**Q:** In a metallic alloy such as AlNi, does every refinement of the k mesh bring the energy and the pressure closer to their final values?

**A:** No, not even for the energy, which improves only on the whole. The k mesh is the grid of electron wavevectors over which the calculation averages. The columns "energy less reference" and "pressure less reference" give what each mesh yields minus the result of the finest one, 26x26x22.

AlNi (space group Cmmm, 2 atoms per cell) at fixed geometry, computed with Ansatz 0.2.0 using scalar-relativistic r2SCAN without spin polarization, PAW and a 500 eV plane-wave cutoff. The k meshes are Gamma-centred, with Gaussian smearing of 0.1 eV; the reference mesh is 26x26x22. Energies are extrapolated to zero smearing, and pressure is positive in compression.

```csv
k mesh,energy less reference (meV per atom),pressure less reference (GPa),pressure (GPa)
1x1x1,159.47,-3.186,-2.580
2x2x2,-5.20,3.560,4.166
4x4x4,5.60,-0.225,0.381
8x8x6,3.53,0.025,0.631
8x8x8,4.23,0.082,0.688
10x10x10,2.06,0.066,0.672
10x10x8,1.82,0.016,0.622
12x12x12,-0.83,0.014,0.620
14x14x12,-1.18,-0.008,0.598
16x16x14,0.46,-0.044,0.562
20x20x18,-0.24,-0.014,0.592
```

From 8x8x6 on, the energy error shrinks from a few meV per atom to a few tenths, with a step back at 8x8x8 and smaller ones at 14x14x12 and at 10x10x10, which is finer than 10x10x8 although the table lists it first. Its sign changes on the way. The pressure error jumps about much more.

**Q:** What smooth fall should I compare these rows with?

**A:** In a metal the trouble sits at the Fermi surface, the boundary between filled and empty states. With n divisions along each axis, about n² mesh cells are cut by that surface, and each carries a weight of 1/n³. A state filled wrongly there lies only about 1/n from the Fermi energy, so each cut cell adds an error of order 1/n⁴. If the signs are random, n² such errors add up to only n times one of them, which leaves 1/n³, or one over the number of mesh points.

**Q:** Do the numbers follow that?

**A:** From 8x8x6 on they do, typically within a factor of 1.3. One constant fitted to those eight rows gives an error of about 1.8 eV per atom divided by the number of points. For 16x16x14 that is 1778 meV / 3584 = 0.50 meV, against 0.46 meV in the table, a row that was part of the fit. The errors do not behave like independent random numbers, though: those would be expected to scatter far more than this, and the signs come in runs, positive from 4 to 10 divisions and negative at 12 and 14. The step back at 8x8x8 points the same way. Meshes that share their first two divisions give nearly the same error, 3.53 and 4.23 meV for 8x8x6 and 8x8x8, 1.82 and 2.06 meV for 10x10x8 and 10x10x10, and in both pairs it grows where the law says it should fall. Here the in-plane divisions seem to set the energy error, which swings slowly through zero as they increase. The eight rows agree with the power of the law but do not confirm its random signs, and since the reference has a mesh error too, differences of a few tenths of a meV should not be ranked.

**Q:** Then which rows really break the pattern in the energy?

**A:** The three coarsest, and they break it by being too good. Carried back to 4x4x4, the law predicts 28 meV per atom, five times the computed error; at 2x2x2 it is too high by a factor of about forty, and at 1x1x1 by eleven. The counting argument needs many cut cells, each spanning a small range of energy. The coarser the mesh, the less either holds. Its error is then the sum of fewer and larger terms, which may cancel by chance, and the change from +159 to −5 and then to +6 meV per atom fits that at 2x2x2, though the table cannot show it. The break at 4x4x4 depends on the law chosen: its 5.60 meV continues without a jump the slow run of 4.23, 2.06 and −0.83 meV at 8x8x8, 10x10x10 and 12x12x12. At 1x1x1 the smearing term, 56.42 meV per cell, is that of one exactly half-filled level, as 21 electrons on a single point give, so that row samples no Fermi surface and the law has nothing to say about it.

**Q:** The 2x2x2 mesh is off by only 5 meV. Why not use it?

**A:** Because that small error belongs to this particular volume. The pressure is minus the slope with volume of the energy, here with its small smearing term included, and at 2x2x2 it is wrong by 3.56 GPa. The error of that energy therefore shifts by about 2.6 meV per atom for each per cent of volume change, so it would spoil a computed compression curve. At 4x4x4 the same shift is below 0.2 meV, but the stress along the third axis is wrong by −3.1 GPa, so there a change of shape would alter the energy error. In both rows, then, the energy is nearly right while the stress is wrong by 3 GPa or more along at least one axis. That fits a chance cancellation in the energy, though a single cell cannot prove it.

**Q:** And the pressure? At 8x8x6 it already looks converged.

**A:** It looks so because large errors cancel. Pressure is the average of the stresses along the three axes, and at 8x8x6 these are wrong by −1.4, −1.1 and +2.6 GPa. Their average is off by only 0.025 GPa. At 8x8x8 the largest of the three errors drops to 0.75 GPa, yet the pressure error rises, because the cancellation is less complete. For the stress the finer mesh is the better one, although the pressure alone suggests the opposite. Some cancellation is to be expected: uniform compression moves the states at the Fermi energy largely together, and with a fixed number of electrons a common shift does no harm, whereas a change of shape moves them apart.

**Q:** Does that also explain the jump at 16x16x14?

**A:** Probably. The pressure error there is about five times that at 14x14x12, although the mesh is finer. The error of a single stress component is expected to fall more slowly than the energy error, because a state at the Fermi energy still responds to a change of shape. The pressure, shielded by the common shift, need not follow that slower law, and the eight rows scatter too much to fix its power; measured against the slower law, the row lies about three times too high, where a factor of two is usual. Measured against the reference, the three stress errors at 16x16x14 are small but share one sign, whereas at 14x14x12 two of them are clearly larger, but the three nearly cancel. This reading is tentative, since 20x20x18 and the reference still differ by 0.2 GPa in one component. The output printed below lists the components for every mesh.

**Q:** What should I ask for when someone hands me a converged pressure?

**A:** Ask for the pressure and the stress along each axis on at least three successive meshes. If the shape of the cell matters, every component must have settled to the accuracy you need. If only the pressure matters, that test is safe but strict: here the pressure stays within 0.1 GPa of the reference from 8x8x6 on, while single components are wrong by up to 2.6 GPa. For the energy of this cell, from 8x8x6 on, doubling the divisions along each axis should cut the typical error about eightfold. A faster fall is expected once neighbouring mesh points differ in energy by less than the 0.1 eV over which the occupations are smeared. A single small difference between two meshes is not enough for either quantity.

The analysis program printed:

```
fit of lnE on 8 rows (Nk > 100): constant 7.189 +/- 0.73, coefficient of lnN -0.9595 +/- 0.099; rms 0.227, worst 14x14x12 -0.425, leave-one-out rms 0.294
  rows outside the fit (model, value, miss): 1x1x1 7.189, 5.072, 2.12; 2x2x2 5.194, 1.649, 3.55; 4x4x4 3.199, 1.723, 1.48
Errors against the smooth laws and stress errors in GPa:
       row  points  energy law meV  energy error over law  pressure error over law  xx error  yy error  zz error  rms stress error
     1x1x1       1            1778                0.08969                    1.012    -70.34    -68.41     129.2             93.66
     2x2x2       8           222.2                 0.0234                    4.522     7.396     6.776    -3.494             6.132
     4x4x4      64           27.78                 0.2016                    1.143    0.5547     1.898     -3.13             2.138
     8x8x6     384            4.63                 0.7624                   0.4194    -1.431    -1.085      2.59              1.82
     8x8x8     512           3.473                  1.218                    1.666    -0.214   -0.2898    0.7494              0.48
  10x10x10    1000           1.778                  1.159                    2.096  -0.08163   0.00682    0.2726            0.1643
   10x10x8     800           2.222                 0.8189                   0.4378    0.2139    0.0286   -0.1956            0.1682
  12x12x12    1728           1.029                 0.8067                   0.6401    0.2299   0.06691   -0.2565            0.2026
  14x14x12    2352          0.7559                  1.561                   0.4493  -0.04384   -0.1548    0.1743            0.1369
  16x16x14    3584          0.4961                 0.9273                    3.272   -0.0498  -0.05635  -0.02551           0.04585
  20x20x18    7200          0.2469                 0.9719                    1.658   0.08995   0.06706   -0.1991            0.1319
Constant of the 1/N energy law, meV per atom times points: 1778
Typical scatter factor about the 1/N energy law: 1.279
Typical scatter factor about an N^(-2/3) energy law: 1.463
Typical scatter factor about the N^(-2/3) pressure law: 2.278
Energy error of the reference mesh itself by the 1/N law, meV per atom: 0.1196
Rows of 11 where free-energy and energy errors share their sign: 11
Growth of energy error from 8x8x6 to 8x8x8, meV per atom: 0.7
Pressure error 16x16x14 over 14x14x12: 5.5
Rms stress error 16x16x14 over 14x14x12: 0.3348
2x2x2 change of energy error per 1 % larger volume, meV per atom: -2.608
4x4x4 change of energy error per 1 % larger volume, meV per atom: 0.1648
2x2x2 compression that would cancel its free-energy error, linear estimate, %: 2.918
Entropy term of one half-filled level at width 0.1 eV, meV per cell: 56.42
```
